## The quantity

The bond energy $D$ is the energy of two relaxed PH₂ radicals less that of H₂P–PH₂, without zero-point energy. The shapes come from PBE0/def2-SVP, and the wavefunction levels keep the cores frozen. The molecule is in its anti form; a gauche form, which may lie lower, was not run. The best estimate, 2.667 eV, adds a small step up to CCSDT(Q) to the basis-limit CCSD(T) value. The table gives each level's $D$ less this estimate, so a negative entry means a bond that is too weak. The suffix /CBS marks values at the basis limit; the other rows use a triple-zeta basis.

Errors in the P–P bond energy of H₂P–PH₂ (singlet), split into two PH₂ radicals (doublets), from Ansatz 0.2.0 and the in-house AFQMC program afq 1. Wavefunction levels start from RHF for the molecule and UHF for the radicals, with frozen cores. Rows without /CBS use the def2-TZVP basis, and all geometries are PBE0/def2-SVP.

```tsv
level	this level less the best estimate at the basis limit (meV)	statistical noise, one standard error (meV)
HF	-1251.0	0.000
MP2	-43.0	0.000
CCSD	-302.0	0.000
CCSD(T)	-186.0	0.000
CCSDT	-196.0	0.000
CCSDT(Q)	-184.0	0.000
ph-AFQMC/CISD	-187.0	6.000
released AFQMC	-178.0	9.000
HF/CBS	-1260.0	0.000
MP2/CBS	148.0	0.000
CCSD(T)/CBS	-2.0	0.000
PBE	6.0	0.000
r2SCAN	-160.0	0.000
PBE0	-73.0	0.000
B3LYP	-251.0	0.000
wB97M-V	49.0	0.000
B2PLYP	-181.0	0.000
```

## Two errors in one number

A wavefunction row without /CBS carries the error of its level and that of its basis. CCSDT(Q) shows this: it lies at −184 meV although it is the reference level, so its entry is basis error. Measured against it in the same basis, MP2 binds too strongly by 141 meV, CCSD too weakly by 118 meV, and CCSD(T) differs by only 2 meV. The small entry of MP2, −43 meV, is thus a cancellation of overbinding against a small basis.

## Why the level errors change sign

Let $M$ be the correlation energy that a level misses, counted from CCSDT(Q) in the same basis. Missed correlation leaves a total energy too high, so the bond error is

$$\Delta D = M_\text{fragments} - M_\text{molecule}.$$

What matters is how evenly a level treats the two sides, more than how much it misses. The molecule's total energies, combined with the bond errors, give both terms.

Hartree–Fock has no correlation between electrons of opposite spin. The molecule holds one more close electron pair than the two radicals, and its two halves also correlate with each other. It therefore loses more, and even at the basis limit HF misses 47 % of the bond energy.

H₂ is the simplest case of this. Its atoms have one electron each and no correlation to miss, so a level that recovers only part of the pair correlation must underbind. The comparison ends there, because PH₂ has correlation of its own, and a level that misses more of it than of the molecule's will overbind.

MP2 does just that: it misses 1878 meV in the fragments and 1737 meV in the molecule. It treats each electron pair as if the others did not respond. A possible reason for the imbalance, not tested here, is that the low antibonding P–P orbital enlarges the second-order terms of the molecule, which the coupling between pairs would temper.

CCSD includes that coupling but lacks connected triples, the joint motion of three electrons. It misses 460 meV in the molecule and 342 meV in the fragments. Theory makes this plausible, since the bond pair has lone pairs and P–H pairs close by on both sides. The perturbative triples of CCSD(T) strengthen the bond by 116 meV and nearly close the gap.

CCSDT looks like a step back, as its bond is 10 meV weaker than that of CCSD(T). Yet it misses less on both sides: 22 meV in the molecule and 10 meV in the fragments, against about 62 and 60 meV for CCSD(T). The simpler level wins here through a more even loss.

## The basis error

Going to the basis limit shifts HF by only −9 meV, but MP2 by $148-(-43)=191$ meV. The error therefore sits in the correlation: many functions are needed to describe two electrons avoiding each other at short range. Second order already captures most of this effect, so the MP2 shift should also serve for CCSD(T).

That gives $-186+191=+5$ meV, against −2 meV in the table. Nothing was fitted, but a single row tests the model. The −2 meV itself is no success of CCSD(T) at the limit, because the best estimate is built on that value. The output below also shows a scaled version of the model, which does somewhat worse.

## Quantum Monte Carlo

Both AFQMC rows agree with CCSDT(Q) in the same basis within their noise of 6 and 9 meV. This noise is too large to tell CCSDT(Q) from CCSD(T), and for the phaseless row it leaves out the bias of the constraint, which can amount to some meV. Agreement between CCSDT(Q) and the released walk was also a condition for accepting the reference, so it is weak as independent evidence.

## Why PBE comes close

PBE lies at +6 meV, and PBE0, which replaces a quarter of its exchange by exact exchange, at −73 meV. Semilocal exchange is known to imitate part of the correlation in a bond, and exact exchange removes that part. The share of exact exchange does not order the functionals, however: r2SCAN has none and still lies at −160 meV, and B3LYP has less than PBE0 but lies lowest of the functionals, at −251 meV. These four functionals were run without a dispersion term, and its lack probably adds to the underbinding of B3LYP. ωB97M-V departs in the other direction: its exact exchange grows to the full share at long range, yet it binds too strongly by 49 meV. In B2PLYP, at −181 meV, roughly 54 meV may be basis error of its MP2 part. PBE does not fail on this bond, but its small error reflects a balance of approximations and promises nothing for other bonds. Its basis error was not computed either, and could be as large as the entry itself.

## Use in device materials

Phosphine, the simplest phosphorus hydride, supplies phosphorus for doping silicon and for growing III–V semiconductors. In a model of that gas phase, an uncorrected basis error of nearly 0.2 eV would make P–P bonds break too easily.

Output of the analysis:

```
HF bond energy at the basis limit, eV: 1.407
share of the best bond energy that HF misses at the limit, percent: 47.24
bond error against CCSDT(Q) in the same basis, meV, order HF MP2 CCSD CCSD(T) CCSDT CCSDT(Q): -1067, 141, -118, -2, -12, 0
phaseless AFQMC less CCSDT(Q), same basis, meV: -3
released AFQMC less CCSDT(Q), same basis, meV: 6
correlation missed in the molecule, meV, same order: 9981, 1737, 460.1, 61.5, 21.8, 0
correlation missed in the two fragments together, meV, same order: 8914, 1878, 342.1, 59.5, 9.8, 0
correlation recovered in the molecule, percent of CCSDT(Q), same order: 0, 82.59, 95.39, 99.38, 99.78, 100
correlation recovered in the fragments, percent of CCSDT(Q), same order: 0, 78.93, 96.16, 99.33, 99.89, 100
change of bond energy from CCSD to CCSD(T), meV: 116
change of bond energy from CCSDT to CCSDT(Q), meV: 12
basis shift of HF, meV: -9
basis shift of MP2, meV: 191
basis shift of CCSD(T), meV: 184
additive model, predicted error of CCSD(T) at the limit, meV: 5
additive model, prediction less table, meV: 7
scaling model, predicted error of CCSD(T) at the limit, meV: -18.68
scaling model, prediction less table, meV: -16.68
PBE0 less PBE, meV: -79
rough effect of replacing all PBE exchange (four times that step), meV: -316
B3LYP less PBE0, meV: -178
r2SCAN less PBE, meV: -166
rough basis error in the MP2 part of B2PLYP (share 0.27), meV: 54
```
